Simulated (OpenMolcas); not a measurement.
## Exact exchange and the vertical energy of the quartet above the doublet of SnH2ClO2

The species is SnH2ClO2 (6 atoms), meant as a doublet with charge 0. SMILES: `[OH][Sn]([OH])[Cl]`. The coordinates come from a PBE0-D4/def2-TZVP relaxation. This is one conformer, not always the lowest.

The vertical energy of the quartet above the doublet y, in eV, basis def2-SVP with a core potential; a is the functional's share of exact exchange. Programs: OpenMolcas 26.06.

| functional | program | a | y (eV) |
| --- | --- | --- | --- |
| U-r2SCAN | OpenMolcas | 0 | 6.61 |
| UTPSS | OpenMolcas | 0 | 6.43 |
| UB3LYP | OpenMolcas | 0.2 | 6.78 |
| UPBE0 | OpenMolcas | 0.25 | ? |
| UBHLYP | OpenMolcas | 0.5 | 6.89 |

Problem. Fit y = c + s·a to the known rows and predict UPBE0.

Solution. 
1. Means of the 4 rows: a = 0.1750, y = 6.678.
2. Σ(Δa)² = 0.1675, Σ(Δa·Δy) = 0.12675, so the slope is 0.12675/0.1675 = 0.75672.
3. Intercept: 6.678 − (0.75672) × 0.1750 = 6.546. The largest residual of the fit is 0.12.
4. UPBE0: 6.546 + (0.75672) × 0.25 = 6.74 eV.

The run gave 6.83 eV, so the prediction is off by -0.09 eV, within the largest residual. The rows mix families of semi-local functionals, which the line can't see. Spin-orbit coupling is left out.

Every functional puts the quartet far above the doublet, from 6.43 to 6.89 eV, so the doublet is clearly the lower of the two spin states at this geometry. The doublet has a single unpaired electron, expected to sit mainly in a tin 5s/5p hybrid that also has some ligand antibonding character. Reaching the quartet means breaking an electron pair, probably in an oxygen or chlorine lone pair or a Sn–ligand bond, and placing an electron in a high-lying Sn–ligand antibonding orbital. That cost outweighs the exchange energy gained from parallel spins.

The hybrids all lie above the two semi-local results, which would fit a excitation with some ligand-to-tin charge transfer. The dependence is modest, however: r2SCAN and TPSS, both without exact exchange, differ by more than half the rise from r2SCAN to BHLYP. The fitted slope is therefore not a clean measure of the response to exact exchange. Nor does the vertical energy give the separation of the relaxed states, since the quartet could lower its energy by stretching or breaking a bond.
